The row at 11.777 Å³/atom looks wrong. From the row above it the band gap of zinc oxide falls by 14 meV, which is 118 meV for each Å³/atom of added volume. The next step gives 126 on the same scale. If the difference were real, something in the electronic structure would have changed near this volume.

ZnO (space group P6_3mc, 4 atoms per cell), computed with Ansatz 0.2.0: all-electron LAPW, PBE functional, scalar-relativistic, no spin polarization. The cell is scaled uniformly to each volume, with the relative atomic positions held fixed. All rows use an 11×11×6 k mesh, Fermi-Dirac smearing of 0.02 eV and a basis error target of 0.5 meV/atom.

| volume (Å³/atom) | c/a | shortest distance (Å) | band gap (eV) | smallest direct gap on path (eV) |
| --- | --- | --- | --- | --- |
| 11.182 | 1.6015 | 1.934 | 0.911 | 0.911 |
| 11.420 | 1.6015 | 1.947 | 0.880 | 0.880 |
| 11.658 | 1.6015 | 1.961 | 0.850 | 0.850 |
| 11.777 | 1.6015 | 1.967 | 0.836 | 0.836 |
| 11.896 | 1.6015 | 1.974 | 0.821 | 0.821 |
| 12.015 | 1.6015 | 1.980 | 0.806 | 0.806 |
| 12.134 | 1.6015 | 1.987 | 0.791 | 0.791 |
| 12.372 | 1.6015 | 2.000 | 0.762 | 0.762 |
| 12.610 | 1.6015 | 2.013 | 0.733 | 0.733 |

The difference is not real. The volume steps around this row are only 0.119 Å³/atom wide, so one unit in the last printed digit of the gap, 1 meV, shifts the rate by about 8 meV per Å³/atom. With the finer digits of the same calculations the rate at this row is 125, between its neighbours. The halving of the steps in the middle of the table is equally harmless, because the volume steps are halved there too.

**How straight is the trend?**

The simplest smooth model is a straight line in volume, drawn through the first and last rows. The row at 11.896 lies midway between 11.182 and 12.610, so the line gives it the mean of the two end gaps: (0.911 + 0.733)/2 = 0.822 eV. The calculation gives 0.821 eV. This row had no part in placing the line, and it is among those that miss it most.

The misses, listed in the output after this text, form one shallow arc below the line and no row stands out of it. The arc means that the gap falls slightly more slowly as the crystal expands, by about 4 % between the first step and the last. So no row breaks the pattern, and what needs explaining is the smoothness.

**Why the gap closes, and why so evenly**

A gap is the distance between two particular states. It changes smoothly as long as those two states keep their identity and their surroundings change smoothly. Here every cell is a scaled copy of the others, with the same c/a ratio and the same relative atomic positions, so only the distances grow. The gap is direct in every row. In the two rows whose levels are listed, 11.420 and 12.372, both edges lie at Γ, the centre of the Brillouin zone: a single level at the bottom of the conduction band and a degenerate pair at the top of the valence band.

Both edges sink on expansion when they are measured from a core level, and the conduction edge sinks further. Between these two rows it falls by 0.27 eV relative to O 1s, the valence edge by 0.15 eV. With Zn 3s as the reference both falls are about 0.05 eV smaller. The division between the edges is therefore approximate, but their difference, 0.12 eV, is the closing of the gap and does not depend on the reference.

Bonding theory offers a likely reason why the conduction edge moves more. That state is an antibonding mixture of Zn 4s and O s orbitals. In the limit of no overlap between them, the antibonding push upward would vanish; at very short distance it would be large. Expansion moves the crystal towards the first limit, so the level sinks. The degenerate valence pair cannot take part in this, because at Γ symmetry forbids it to mix with s orbitals. Its own, smaller fall must have another source. The filled Zn 3d levels below it push it upward, and this push is expected to weaken as the atoms move apart. In keeping with that, the mean depth of the 3d bands below the pair shrinks from 5.20 to 4.91 eV between the two rows. Overlap dies away gradually with distance, which gives an even fall and is also in keeping with its slight slowing. Electrostatics may help as well. Zn 3s sinks about 0.05 eV further than O 1s, which suggests that the potential at zinc falls relative to that at oxygen, and the conduction edge is expected to have more weight on zinc than the valence edge has. The calculation does not separate these contributions.

**A curve that comes from the axis**

Plotted against pressure, the same gaps no longer look simple. The gap rises by 12.6 meV per GPa in the most expanded step but by only 7.7 in the most compressed one. The reason is mainly mechanical: the crystal's resistance to a relative change of volume grows from 121 to 186 GPa between the same two steps, so each further GPa shortens the bonds less. An engineer who sees this bend in a plot against pressure should look at the compressibility before suspecting a change in the electronic states.

**Where a real break would appear**

As long as the crystal keeps its structure, a break needs one of the edge states to be replaced by another. The candidate is visible in the levels: a single valence level lies just below the degenerate pair, 0.111 eV below it at 11.420 and 0.077 eV at 12.372. Expansion brings the two together. If the single level came out on top, the gap would from then on be measured from it.

The size of the resulting kink follows from the same levels. Between the two rows the conduction edge approaches the pair by 0.118 eV. It approaches the single level by 0.118 + 0.034 = 0.152 eV, where 0.034 eV is the amount by which the single level gains on the pair. After an exchange the gap would thus close about 29 % faster. With the finer digits, the rates of neighbouring steps differ by less than 1 %, so there is no sign of such an exchange in this range.

Two rows are too few to say at which volume the exchange would happen. The spacing of these valence levels also depends on the c/a ratio and the internal positions, which a real crystal would adjust and which are frozen here.

Gallium arsenide shows what such an exchange does. Its gap, too, is direct at Γ and widens at first under compression. Then a conduction valley elsewhere in the zone becomes the lowest, the gap turns indirect, and further compression narrows it. The useful question for a related semiconductor is therefore which states form the edges and how close the next ones lie.

On the compressed side, nature supplies a break that these cells cannot show. Zinc oxide changes to the rocksalt structure at roughly 10 GPa, where each zinc atom gains two more oxygen neighbours and the gap becomes that of a different crystal. The smallest cell, at a calculated 15.5 GPa, is probably wurtzite held beyond that point. The next one, at 11.5 GPa, may not be, because PBE tends to give too high a pressure at a given volume of this crystal. A smooth trend through such cells describes the frozen structure, not a sample in a press.

**What the smoothness is worth**

A smooth trend is no proof of a correct one. The measured gap is roughly 3.4 eV, about four times the values here, and the measured rise with pressure, roughly 25 meV per GPa, is also about two to three times the calculated one. The PBE functional is known to make such gaps too small. It also places the Zn 3d bands too close to the valence edge, which pushes that edge up. For a zinc oxide crystal pressed equally from all sides, the calculated shift of about 15 meV for 1 % of volume gives the direction and the order of magnitude, but it should not be used as a calibration.

Output of the analysis:

```
Steps from the row above and misses from the end-to-end line:
     row  fall of printed gap (meV)  fall per volume from printed gap (meV per Å³)  same from finer digits (meV per Å³)  gap less line (meV)  gap rise per pressure (meV per GPa)  stiffness (GPa)
  11.182                        n/a                                            n/a                                  n/a                    0                                  n/a              n/a
   11.42                         31                                          130.3                                126.9              -0.6033                                7.704            186.2
  11.658                         30                                          126.1                                125.8              -0.9367                                8.495            170.9
  11.777                         14                                          117.6                                  125               -1.003                                9.142            160.2
  11.896                         15                                          126.1                                124.5                -1.01                                  9.6            153.4
  12.015                         15                                          126.1                                123.9              -0.9567                                10.08              147
  12.134                         15                                          126.1                                123.4              -0.8433                                10.58            140.8
  12.372                         29                                          121.8                                122.8              -0.4667                                11.39            132.1
   12.61                         29                                          121.8                                122.4                    0                                12.63            121.1
Total fall of the gap (eV): 0.1776
Total fall of the gap (percent of the largest gap): 19.51
Mean fall of the gap for 1 percent more volume (meV): 14.78
Largest miss from the straight line (meV): 1.01
Largest change of the finer rate between neighbouring steps (percent): 0.9018
Largest over smallest fall per volume (ratio): 1.037
Largest over smallest gap rise per pressure (ratio): 1.639
Largest over smallest stiffness (ratio): 1.537
Fall of conduction edge from O 1s, 11.420 to 12.372 (eV): 0.2722
Fall of valence edge from O 1s, 11.420 to 12.372 (eV): 0.1539
Fall of conduction edge from Zn 3s, 11.420 to 12.372 (eV): 0.2256
Fall of valence edge from Zn 3s, 11.420 to 12.372 (eV): 0.1073
Single valence level below the top pair at 11.420 (eV): 0.1108
Single valence level below the top pair at 12.372 (eV): 0.07713
Change of the gap's rate if the single level were the top (percent): 28.51
Mean depth of Zn 3d bands below valence edge at 11.420 (eV): 5.197
Mean depth of Zn 3d bands below valence edge at 12.372 (eV): 4.907
```
